**Question.** I model three electrons in a triangular GaAs triple dot with a Hubbard ring. My UHF solution ↑↑↓ is unstable towards a 120° GHF state. Is GHF worth its cost, here and for longer odd rings, or should I use something else?

**Answer.** GHF is the right Hartree-Fock (HF) minimum, but for three dots it is the dearest and not the best choice.

Model: H = −t Σ (c†_iσ c_jσ + h.c.) + U Σ n_i↑ n_i↓, N sites, N electrons, zero field. The fully polarised state is one determinant with E = 0, so −E is the gap to it, for N = 3 the doublet-quartet gap. Error means |E − E_exact|/|E_exact|.

**HF at U ≫ t.** Put a spinor χ_i along the unit vector n_i on each site. Mixing an amplitude x of the empty spinor χ̄_j into χ_i costs U|x|² and gains 2t|x||⟨χ̄_j|χ_i⟩|. The optimum is −(t²/U)|⟨χ̄_j|χ_i⟩|² = −(t²/U)(1 − n_i·n_j)/2. Hops run both ways, so

E_bond = −(t²/U)(1 − n_i·n_j).

The form Σ n_i·n_{i+1} has eigenvalues cos(2πm/N), and Σ|n_i|² = N. For odd N it is bounded below by −N cos(π/N), which the planar spiral with turn angle π(N−1)/N attains. Collinear spins keep one parallel bond. In units of t²/U:

E_GHF = −N[1 + cos(π/N)], E_UHF = −2(N − 1),

that is −4.5 and −4 for the triangle. Tilting the parallel pair by ±φ gives −4 − φ² + …, which is your instability.

**Exact triangle.** At S_z = ½ there is one ↑ hole and one ↓ electron. With ε_k = −2t cos k and total momentum 2π/3, the kinetic energies are 3t, 0, −3t, and the interaction is U(1 − |s⟩⟨s|) with s = (1,1,1)/√3. The secular equation is

E(U − E)² = 9t²E − 6t²U, lowest root E = −6t²/U + 18t⁴/U³ + …

At U = 10t the root is (4 − √21)t. Momentum −2π/3 is degenerate with it, and momentum 0 gives only 0, U, U.

The leading term is the spin model (4t²/U) Σ (S_i·S_j − ¼). Diagonalising it has error 3(t/U)², which falls. The HF error does not fall: HF is the expectation value of this operator in a product state, which holds quartet weight ¼ (GHF) or ⅓ (UHF) at zero energy.

At finite U (t = 1) the rotating field Δ couples k↑ to (k + 2π/3)↓:

E_GHF = min [3U/4 + 3Δ²/U − Δ − 2√(9/4 + Δ²)].

For UHF take hole (−sin α/√2, −sin α/√2, cos α) and electron (sin β/√2, sin β/√2, cos β), with a = sin²α and b = sin²β:

E_UHF = min [a − b − √2(sin 2α + sin 2β) + U(a + b − 3ab/2)].

```
           U = 10t          U = 20t          U → ∞
method     E/t      error   E/t      error   error
UHF        −0.4017  31.1%   −0.2002  32.8%   33.3%
GHF        −0.4466  23.3%   −0.2246  24.6%   25.0%
spin       −0.6000   3.0%   −0.3000  0.75%   0
full CI    −0.5826   0      −0.2978   0      0
```

**Longer rings, leading order.** For N = 5 each momentum k ≠ 0 has two S_z = ½ states, with trace 4(cos 2k − 3). One is the S = 3/2 magnon at −4(1 − cos k), so the doublet lies at 4(cos 2k − cos k − 2), lowest −(8 + 2√5) = −12.47. GHF gives −9.05 (27.5%) and UHF −8 (35.9%). For N → ∞ Hulthén's −4 ln 2 per site against −2 gives 27.9% for both. GHF gains 2 − N(1 − cos(π/N)) ≈ 2 − π²/(2N) over UHF, a share of the total that falls as 1/N.

**Cost per iteration.** Count n³ multiply-adds for a dense real n×n diagonalisation and one per possible nonzero element in a Lanczos step, with equal iteration numbers and no use of ring symmetry. UHF has two N×N blocks. Planar GHF is real, one 2N×2N block: 4 times the work and 2 times the memory. The spin basis has d = C(N, (N+1)/2) ≈ 2^N √(2/(πN)) states. An odd ring has at most N − 1 antiparallel bonds, so with the diagonal a row has up to N entries. Full CI has d² states, and each spin species has at most N − 1 allowed hops, which gives up to 2N − 1 entries per row. Lanczos stores three vectors.

```
method    work       memory  work at N = 3   5      15
UHF       2N³        2N²     54              250    6750
GHF       8N³        4N²     216             1000   27000
spin      Nd         3d      9               50     96525
full CI   (2N−1)d²   3d²     45              900    1.20×10⁹
```

The prefactors are conventions, so 54 against 45 and 1000 against 900 are ties.

**Cheapest for a stated accuracy (triangle).**
- 5%: the spin model, at either U/t, for 9 operations.
- 1%: the spin model where 3(t/U)² < 0.01, or U/t above about 17. Below that, full CI for 45.
- HF misses even 20% in every column, and GHF costs 4.8 times full CI.

**Best inside a budget (odd N, U ≫ t).**
- 10⁴ operations: full CI to N = 5, spin model to N = 11, UHF to N = 17. GHF fits only to N = 9 and is never best.
- 10⁶ operations: full CI to N = 9, spin model to N = 17, GHF for N = 19 to 49, UHF to N = 79. At N = 19 GHF gains 1.74 t²/U, about 3% of 4N ln 2.

**Your device.** An equal interdot repulsion V on all three pairs only replaces the on-site U₀ by U = U₀ − V plus a constant, because the electron number is fixed. Point charges an assumed 100 nm apart with ε = 12.87 (compiled value, Rakita 2019) give 1.12 meV before gate screening. With assumed U₀ = 3 meV, V = 1 meV and t = 0.1 meV, U/t = 20. The model's gap is 29.8 µeV (0.35 K), against 30.0 (spin), 22.5 (GHF) and 20.0 (UHF). Exchange in such dots is gate-tunable, typically from below 1 to about 100 µeV, so this is a plausible strongly coupled setting. Since the gap goes as t², a 10% rise in t moves it by about 21%, nearly the GHF error, and excited dot orbitals are left out altogether. Use full CI for the triangle, and read the 120° state as a picture of the correlations: the exact ground level is a pair of S = ½ doublets.